## Room to spare, or a gap?

Suppose a grain of Ti5Si is to be pressed along one edge of its primitive cell. Whoever designs its surroundings must decide whether to leave clearance at its sides or to expect a gap there. A few sizes, computed with PBE for a perfect crystal, are worth remembering. For each percent of squeeze the crystal loses half a percent of its volume and grows about a quarter of a percent wider. The load is roughly 2 GPa per percent, and the energy is about 1 meV per atom at one percent, growing roughly as the square of the strain.

So the grain needs clearance. Yet one column of the table, once turned into edge lengths, seems to suggest the opposite.

Ti5Si (space group R32, 6-atom primitive cell) strained along its edge a, with atoms and the lengths of b and c relaxed and the angles of each strained cell held. Ansatz 0.2.0, PBE, plane-wave PAW, scalar-relativistic, no spin polarisation, 420 eV cutoff, 12×12×12 k mesh, 0.1 eV Gaussian smearing. Stress is positive in compression; c over a refers to the primitive cell.

```tsv
strain (%)	energy change (meV/atom)	volume change (%)	c over a	stress xx (GPa)	stress yy (GPa)	stress zz (GPa)	stress yz (GPa)	stress xz (GPa)	stress xy (GPa)
-4.5	22.1	-2.26	1.0420	2.88	0.86	6.62	2.26	3.91	1.76
-3.0	9.5	-1.51	1.0274	1.85	0.54	4.25	1.44	2.50	1.14
-1.5	2.3	-0.75	1.0134	0.88	0.25	2.02	0.69	1.19	0.55
0	0.0	0.00	1.0000	-0.01	-0.01	-0.02	0.00	0.00	0.00
1.5	2.1	0.71	0.9870	-0.81	-0.21	-1.87	-0.62	-1.08	-0.52
```

## Which edge is squeezed

The strain is the change in length of one edge of the primitive cell, which has three equal edges when undeformed. This edge is not the $a$ of the conventional hexagonal cell. The column "c over a" is the length of a side edge divided by that of the squeezed edge, and so it starts at exactly 1.

At a strain of −4.5 % the ratio has risen to 1.0420. The squeezed edge has shrunk to 0.955 of its old length, so the side edge is now $1.0420\times0.955=0.995$ of its own. The side edges have therefore become shorter too, by about half a percent. They shorten in all three compressed rows and lengthen in the stretched one.

## First explanation: the sides draw in

The tempting conclusion is that the crystal is auxetic, meaning that it becomes narrower when it is squeezed. Such materials exist, and shorter side edges look like narrower sides.

For the cells in the table, the volume speaks against it. If the side edges measured the width, the volume would shrink by the factor $0.955\times0.995^2$, a loss of more than 5 %. The table gives a loss of 2.26 %, which is even less than the strain itself. A body that loses 4.5 % of its length and only half as much of its volume must have gained cross-section.

## Second explanation: the edges merely lean

The side edges do not stand upright on the load. In the undeformed cell they make an angle $\theta$ of about 57° with the squeezed edge. Part of their length lies along the load, and this part shrinks with the strain even if the sides do not move at all.

This is correct geometry, but it is only half of the answer. If the crystal kept its width, the side edges would shorten by 1.3 % at −4.5 %, far more than the half percent found. The volume would also have to fall by the full 4.5 %. Something lengthens the edges again, and it must act across the load.

## Third explanation: leaning edges and bulging sides

Now let the sides bulge. Take the row at −4.5 % and set the old edge length to 1.

1. The squared length along the load was $\cos^2\theta=0.300$. It shrinks to $0.300\times0.955^2=0.274$.
2. The cross-section grows by the ratio of volume to length, $0.9774/0.955=1.023$.
3. The squared length across the load was 0.700. It grows to $0.700\times1.023=0.716$.
4. The new edge is $\sqrt{0.274+0.716}=0.995$, a shortening of half a percent.

This is the value that "c over a" gave. The estimate takes the volume from the table and has no adjustable constant. It assumes that the cell does not shear and that the cross-section widens equally in both directions. It works equally well in the other strained rows. The edge column and the volume column thus describe one and the same motion: the edges get shorter while the crystal gets wider.

This agreement confirms the geometry, not yet the behaviour of the material. The held angles indicate that each strained cell started with its sides already widened by about a quarter of the squeeze. Such a cell would have lost 2.34 % of its volume at −4.5 %, so relaxation moved the volume only a little, to the 2.26 % of the table. Its angles were then held, and only the lengths of the side edges could relax. Whether the crystal itself wants to bulge must be read from the stresses, further below.

For small strains the steps condense into a rule. Let $\varepsilon$ be the strain and $\nu$ the Poisson ratio, which is the sideways expansion divided by the squeeze. An edge that leans by $\theta$ then changes its length by the fraction

$$\varepsilon\,(\cos^2\theta-\nu\sin^2\theta).$$

An edge along the load takes the whole strain, and an edge at right angles to it shows the pure bulge, with the opposite sign. In between lies an angle at which the length does not change, given by $\tan^2\theta=1/\nu$. For $\nu=1/4$ it is about 63°. The side edges of Ti5Si lean by less than that, so they shorten; in a cell with the same $\nu$ and flatter-lying edges they would lengthen.

## Why the volume follows half the strain

Two limits frame the answer. A crystal that keeps its width loses as much volume as length, and has $\nu=0$. A crystal that keeps its volume, as rubber nearly does, has $\nu=1/2$. For small strains the volume changes by $(1-2\nu)\varepsilon$, so a volume that follows half the strain means $\nu=1/4$.

The physical reason for a value between the limits is a compromise. Bonds at a slant to the load are shortened by the squeeze, and they regain length if the atoms move outwards. That motion stretches the bonds at right angles to the load, which pull back. The sides stop where the two costs balance, before the volume is restored. This picture is argued, not shown: the table gives the result but does not resolve single bonds.

To use all rows at once, the logarithm of the volume was fitted by least squares as a constant times the logarithm of the squeezed length, with the line passing through the undeformed crystal. The constant is 0.496, which gives $\nu=0.25$. The compressed rows follow this line closely, which owes something to the starting cells, all widened by the same fraction of the strain. The stretched row gains 0.71 % in volume where the line gives 0.74 %. The undeformed crystal was itself under a slight tension, which is estimated to make its volume about 0.01 % too large and explains about a third of this difference directly. The rest appears to come from the form of the fitted line rather than from the crystal. The mean width grows by 0.38 % at −1.5 % and shrinks by 0.39 % at +1.5 %, and moving the zero by half that volume excess makes both 0.385 %.

## What the energy pays for

It is natural to think of the 22.1 meV per atom at −4.5 % as the price of the lost volume. The limits show that this can be only a small part of it. Under a pure end load the mean pressure is a third of the stress along the edge, because the two sideways stresses are zero. The volume changes by only $1-2\nu$ times the strain. The pressure therefore does the share $(1-2\nu)/3$ of the work: a third if the width is kept, nothing if the volume is kept.

With the fitted constant the share is $0.496/3$, about one sixth. Adding up mean pressure times volume change from row to row gives 3.8 meV per atom, or 17 % of the computed energy. The rest is the price of changing the crystal's shape. For this kind of loading, resistance to change of shape therefore matters more than resistance to compression.

## Reading the stresses

The largest stress in the compressed rows is "stress zz", which might suggest a crystal that is especially stiff along $z$. But the squeezed edge itself points mostly along $z$, so most of the load appears there. Resolved along the edge, the stress at −4.5 % is 9.9 GPa. A pure end load of that size would put about 70 % of it, or 6.9 GPa, into "stress zz"; the table has 6.62 GPa.

The small difference shows that the load is not quite pure. Because the angles were held, a shear stress remained between the edge and its sides, and it lowers "stress zz". Some sideways stress remained as well: at −4.5 % the two sideways stresses add up to 0.4 GPa, about 4 % of the stress along the edge.

Their size answers the open question. The load itself takes about 2 GPa for each percent of strain, so sides held 1.2 % wider against the crystal's will would be expected to show a tension of a few GPa. Yet the sideways stress at right angles to both the load and $z$ is a tension of only 0.2 GPa, and the other is a compression of 0.6 GPa. The bulge is therefore the crystal's own. With free angles its average would be expected to grow slightly, because the two sideways stresses add up to a compression. The crystal would also be expected to bulge more in the direction that is still compressed than in the other. The verdict on the auxetic reading is safe, but the second decimal of $\nu$ belongs to this particular constraint.

The load also rises faster than the strain. Between neighbouring rows the stress along the edge grows by 1.8 GPa per percent on the stretched side and by 2.4 GPa per percent at the strongest compression. A likely cause is that repulsion between atoms steepens as they approach. An estimate from the small-strain stiffness is therefore too low for a squeeze of several percent.

For the clearance itself, the width and not the edge length is the quantity to watch: at −4.5 % the crystal is on average 1.2 % wider. The average is not a safe clearance, since a grain with free angles would be expected to widen more on one side and to shear. This is the computed result for a perfect crystal at zero temperature, loaded along this one edge; a real grain would be expected to yield or crack at a much smaller squeeze. Whether Ti5Si forms in this structure at all was not tested. A grain turned to another direction needs its own value, because a crystal of this symmetry need not bulge equally under every load.
